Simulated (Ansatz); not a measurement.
Ligand exchange: Cd(CH3)F + GaH2F → CdF2 + GaH2(CH3)

Species: Cd(CH3)F, singlet; GaH2F `[F][GaH2]`, singlet; CdF2 `[F][Cd][F]`, singlet; GaH2(CH3), singlet. The partners trade CH3 for F: Cd–CH3 and Ga–F bonds give way to Cd–F and Ga–CH3.

Shapes, held fixed at every level: PBE0-D4/def2-TZVP. Programs: Ansatz 0.2.0. Electronic energies: no zero-point or thermal term.

Q: Estimate ΔE of this reaction.

A: The highest level, CCSD(T)/def2-TZVPP, gives ΔE = +91.6 kJ/mol; the levels span +73.1 to +104.6. The column of differences is taken from that level and isn't an error. No measured value is set beside it here. For atoms past krypton def2 sets carry core potentials with scalar relativity. Relativity is left out for Ga unless named. Correlated rows may include outer-core shells of Cd, Ga, which these sets cover unevenly.

```tsv
level	kind	ΔE (kJ/mol)	less CCSD(T)/def2-TZVPP
HF/def2-SVP	Hartree–Fock	+73.1	-18.5
HF/def2-TZVPP	Hartree–Fock	+73.6	-18.0
PBE-D4/def2-TZVPP	GGA	+87.0	-4.6
BHLYP-D4/def2-TZVPP	global hybrid	+85.3	-6.3
wB97X-V/def2-TZVPP	range-separated hybrid	+81.1	-10.5
MP2/def2-TZVPP	perturbation theory	+104.6	+13.0
CCSD(T)/def2-SVP	coupled cluster or CI	+94.6	+3.0
CCSD(T)/def2-TZVPP	coupled cluster or CI	+91.6	0.0
```

The exchange is clearly uphill at every level: among these isolated molecules, fluoride prefers gallium and methyl stays on cadmium. This doesn't require a strong Cd–CH3 bond, only that replacing methyl by fluoride strengthens bonding more at gallium than at cadmium. The smaller, harder Ga(III) centre binds the compact fluoride ion strongly, and its empty 4p orbital can accept some fluorine lone-pair density. The larger, softer Cd(II) gains less from the same replacement and forms a comparatively covalent bond to carbon.

Electron correlation adds to the preference: Hartree–Fock gives +73.6 kJ/mol against +91.6 with CCSD(T) in the same basis, while MP2 overshoots at +104.6, probably because second-order theory exaggerates the correlation involving the polarisable Cd 4d shell. The sign is therefore secure, the magnitude less so. It doesn't carry over to the bulk compounds, where the lattice energy of ionic CdF2 and fluoride bridging between gallium centres would enter the balance.
